The question

Why does a potassium atom scatter a 1420 eV positron along a smooth curve that falls by a factor of about 11 000 between 5° and 175°, stays far below Rutherford scattering by the bare nucleus even backward, and leaves the spin almost unpolarised? The table gives Dirac partial-wave results in the static Dirac-Fock field. The angle is the scattering angle θ, the differential cross section σ(θ) is the area per unit solid angle, and the Sherman function S is the polarisation normal to the scattering plane that an unpolarised beam acquires.

Calculated values. Radial Dirac-Fock and Kohn-Sham solver 3: elastic scattering of a 1420.0 eV positron by a free neutral potassium atom (K, Z = 19). Dirac partial waves in the static field of the Dirac-Fock density, without polarisation of the atom, absorption or annihilation.

```
angle (degree)  differential cross section (bohr²/sr)  sherman function
             5                                  37.64                 0
            10                                  9.186                 0
            15                                  3.012            0.0001
            20                                  1.216            0.0001
            25                                 0.6018            0.0001
            30                                 0.3384            0.0001
            35                                 0.2060            0.0002
            40                                 0.1331            0.0002
            45                                0.09047            0.0002
            50                                0.06422            0.0003
            55                                0.04733            0.0003
            60                                0.03600            0.0003
            65                                0.02814            0.0003
            70                                0.02252            0.0004
            75                                0.01839            0.0004
            80                                0.01529            0.0004
            85                                0.01291            0.0004
            90                                0.01105            0.0004
            95                               0.009584            0.0004
           100                               0.008409            0.0004
           105                               0.007458            0.0004
           110                               0.006681            0.0004
           115                               0.006043            0.0003
           120                               0.005515            0.0003
           125                               0.005076            0.0003
           130                               0.004710            0.0003
           135                               0.004406            0.0003
           140                               0.004153            0.0002
           145                               0.003943            0.0002
           150                               0.003772            0.0002
           155                               0.003633            0.0002
           160                               0.003524            0.0001
           165                               0.003442            0.0001
           170                               0.003385            0.0001
           175                               0.003351                 0
```

A repulsive hill

At any radius the electrons of a neutral atom screen only part of the nuclear charge, so the static field repels a positron everywhere. The positron climbs a hill and turns back, and the harder the deflection, the closer its nearest approach r₀. In atomic units, with nuclear charge Z and kinetic energy E = 52.18 hartree, the bare nucleus would give

σ_R = (Z/4E)² / sin⁴(θ/2)

The ratio σ/σ_R rises from row to row, from 0.016 at 5° through 0.333 at 90° to 0.403 at 175°. Written as an apparent charge Z√(σ/σ_R), this runs from 2.4 to 12.1 and never nears 19. Small angles come from distant passes, where most of the nuclear charge is screened, and even a head-on positron is stopped before it has passed all the electrons. Theory also argues for the absence of minima on this 5° grid: on a smooth screened Coulomb hill like the one used below, each angle is reached by one orbit, so no two paths interfere destructively. The backward flattening is largely geometry, since sin(θ/2) is stationary at 180°.

Classical orbits in a screened field

The model takes V = Zφ(r/a)/r with the standard Molière form of the Thomas-Fermi function,

φ(x) = 0.35 exp(−0.3x) + 0.55 exp(−1.2x) + 0.10 exp(−6x)

and a = (9π²/128Z)^(1/3) = 0.332 bohr. Nothing is fitted to any row. Energy and angular momentum fix the impact parameter b, the orbit integral gives the angle, and the flux through a ring gives σ:

b = r₀ √(1 − V(r₀)/E)
θ = π − 2b ∫ dr / [r² √(1 − V/E − b²/r²)], from r₀ to ∞
σ = ½ |d(b²)/d cos θ|

Worked estimate: backscattering

Head-on, V(r₀) = E means φ(x)/x = Ea/Z = 52.18 × 0.332/19 = 0.91. At x = 0.611 the three terms give φ = 0.291 + 0.264 + 0.003 = 0.558 and φ/x = 0.91. Hence r₀ = 0.611 × 0.332 = 0.203 bohr, against 0.364 bohr for the bare nucleus, and Zφ = 10.6.

Two simpler systems bracket the answer. A point charge with this turning point gives (r₀/4)² = 0.0026 bohr²/sr at 180°, and a hard sphere of this radius gives (r₀/2)² = 0.0103. The screened hill is steeper than a Coulomb hill, because the charge seen grows on the way in, so it behaves a little like the sphere. The table's 0.003351 at 175° lies between the two, nearer the point charge, and the full orbit integral comes out 4 % above it. The same steepness explains why the apparent charge there, 12.1, exceeds Zφ. The sphere is a guide only near 180°, since it scatters equally in all directions while σ at 90° is already 3.3 times that at 175°.

The depth reached depends on Ea/Z, that is on E/Z^(4/3). By this argument, which holds while the positron is much slower than light, a higher energy or a lighter atom raises the backward σ/σ_R towards 1, and a heavier atom at the same energy lowers it.

Why a form factor is not enough

The first Born approximation treats screening as a form factor that fades at large momentum transfer. In the same Molière field it gives 2.19 × 0.403 = 0.88 of σ_R at 175°, and over the rows its values are 2.2 to 2.9 times those of the table. Exact Schrödinger partial waves in that field lie only 3 to 7 % above the table from 90° to 175°, and classical orbits 4 to 9 %. The comparison shows that Born fails through its undistorted wave, as Z/v = 1.86 (v the speed) implies. The partial waves nearly repeat the method behind the table, so their agreement tests only the field.

Where the model fails

The 5° row is the worst, with the classical value 1.91 times the table. A factor 1.33 is the excess of orbits over partial waves in the same field. This is diffraction: an orbit that passes at about 1 bohr is blurred by an angle of order 1/(kr₀), about 5° for wave number k = 10.22 per bohr. That is only an order of magnitude: from 10° upward orbits and partial waves already agree within a few per cent. The remaining 1.44 must then lie mainly in the field, whose total cross section of 5.76 bohr² also exceeds the 4.84 bohr² of the Dirac-Fock run. The partial waves fall 5 % below the table at 15° and rise 9 % above it at 70°, far beyond the rounding of σ (under 0.05 %). That the shells of potassium, absent from a Thomas-Fermi field, cause this pattern is a guess.

The rows integrate to 2.87 bohr², so 41 % of the total lies below 5°. That forward peak hardly transfers momentum, for the rows hold 98.9 % of the first transport cross section of 0.227 bohr². The forward region is also where the static picture is weakest against nature. Potassium is highly polarisable, and the attraction of the induced dipole, which opposes the static repulsion at long range, is left out of table and model alike, as is absorption into open inelastic channels.

The small Sherman function

Spin-orbit coupling goes as (1/r) dV/dr and is strong only near the nucleus, which the repulsion keeps the positron from reaching. There are also no deep minima of σ in which a weak spin-flip amplitude could dominate. A Pauli spin-orbit term added to the partial waves gives a maximum of 0.00036 at 90° and follows the column to within 0.00007, slightly more than the rounding of 0.00005. The lowest-order Mott formula for a point charge, invalid at this Z/v and only a scale, gives ten times the tabulated maximum of 0.0004. Symmetry forces S to zero at 0° and 180°, hence the broad top from 70° to 110°. The steps, and the zeros at 5°, 10° and 175°, are rounding.
